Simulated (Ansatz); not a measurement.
# Dissociation curves of AlH3S (SMILES [AlH2][SH])

The species is AlH3S (5 atoms), meant as a singlet with charge 0. SMILES: `[AlH2][SH]`. The shape is that of a PBE0-D4/def2-TZVP optimisation.

```xyz
5

Al   -0.6161   -0.0642   -0.1817
S     1.1291   -0.3431    1.0966
H    -1.9817   -0.6501    0.3511
H    -0.4411    0.6960   -1.5564
H     1.9597    0.2878    0.2490
```

The Al1–H3 distance is scanned; the parts on either side stay rigid. Basis STO-3G, 10 core orbitals frozen in the correlated methods; program Ansatz 0.2.0. FCI is exact within this basis and core. Energies in eV from each method's value at 1.579 Å; methods without a U are spin-restricted. The shape above is that at 1.579 Å.

```tsv
distance (Å)	revPBE	BHLYP	HSE06	CCSDT	CCSDT(Q)	FCI
1.579	0.00	0.00	0.00	0.00	0.00	0.00
1.973	1.30	1.62	1.48	1.43	1.43	1.43
2.368	3.07	3.78	3.47	3.20	3.20	3.20
3.157	5.62	6.99	6.37	4.87	4.88	4.88
3.947	6.66	8.43	7.60	5.08	5.10	5.08
```

Departure from the FCI curve at its largest: revPBE +1.58 eV at 3.95 Å; BHLYP +3.35 eV at 3.95 Å; HSE06 +2.52 eV at 3.95 Å; CCSDT within 0.005 eV; CCSDT(Q) +0.02 eV at 3.95 Å. Restricted functionals keep the electrons paired too, and rise too high.

The FCI curve is nearly flat by the last point, as expected for a single bond separating into two radicals, whereas all three functionals are still climbing. A doubly occupied bonding orbital retains ionic H⁻/cation character that the separating fragments should lose, and removing it requires mixing in the antibonding configuration. The error at long distance grows from revPBE through HSE06 to BHLYP, because semilocal exchange mimics part of this static correlation and exact exchange does not. revPBE's smaller final error is no sign of uniform accuracy: it lies below FCI at 1.973 and 2.368 Å and crosses it further out.

CCSDT recovers the two-electron bond breaking almost completely. The slight upward shift from (Q) probably reflects perturbation theory weakening as the bonding and antibonding levels approach each other. The FCI rise of 5.08 eV is well above the known strength of an Al–H bond, probably because the minimal basis cannot let the orbitals readjust in the free fragments. The agreement with FCI therefore supports the treatment of correlation, not the bond energy.
